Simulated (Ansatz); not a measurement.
Abstraction of H: GaH(SH)2 + B(CH3)2 → Ga(SH)2 + BH(CH3)2

Species: GaH(SH)2, singlet; B(CH3)2, doublet; Ga(SH)2, doublet; BH(CH3)2, singlet. A radical takes H: the energy is the difference in strength between the Ga–H bond broken and the B–H bond made.

Shapes, held fixed at every level: PBE0-D4/def2-TZVP. Flexible molecules stand in one conformer, not always the lowest. Programs: Ansatz 0.2.0. Electronic energies: no zero-point or thermal term.

```tsv
level	kind	ΔE (kJ/mol)	less CCSD(T)/def2-TZVPP
PBE-D4/def2-TZVPP	GGA	-108.6	-3.3
PBE0-D4/def2-TZVPP	global hybrid	-105.6	-0.3
wB97X-V/def2-TZVPP	range-separated hybrid	-104.2	+1.1
B2PLYP/def2-TZVPP	double hybrid	-111.6	-6.3
MP2/def2-TZVPP	perturbation theory	-105.9	-0.6
CCSD/def2-TZVPP	coupled cluster or CI	-104.1	+1.2
CCSD(T)/def2-TZVPP	coupled cluster or CI	-105.3	0.0
```

The highest level, CCSD(T)/def2-TZVPP, gives ΔE = -105.3 kJ/mol; the levels span -111.6 to -104.1. The column of differences is taken from that level and isn't an error. No measured value is set beside it here. Open shells run unrestricted unless RO is named. Relativity is left out for Ga unless named. Correlated rows may include outer-core shells of Ga, which these sets cover unevenly.

Hydrogen transfer from gallium to boron is strongly exothermic at every level, with CCSD(T) giving -105.3 kJ/mol, so the B–H bond formed is much stronger than the Ga–H bond broken. The main reason is probably orbital size: boron's compact 2s and 2p orbitals overlap well with hydrogen 1s, whereas gallium's 4s and 4p orbitals are more diffuse and differ more from each other in radial extent, which makes hybridisation less effective. The filled 3d shell screens the nucleus poorly and so holds the 4s electrons tightly, which favours an unpaired electron of marked s character in Ga(SH)2 and further lowers the cost of losing hydrogen.

One X–H bond is exchanged for another and the number of unpaired electrons is unchanged, so much of the correlation error should cancel. The small shift from CCSD to CCSD(T) fits this. B2PLYP lies furthest from CCSD(T), although both MP2 and PBE0 lie close to it. The driving force is clear, but without a transition state it says nothing firm about the rate of abstraction.
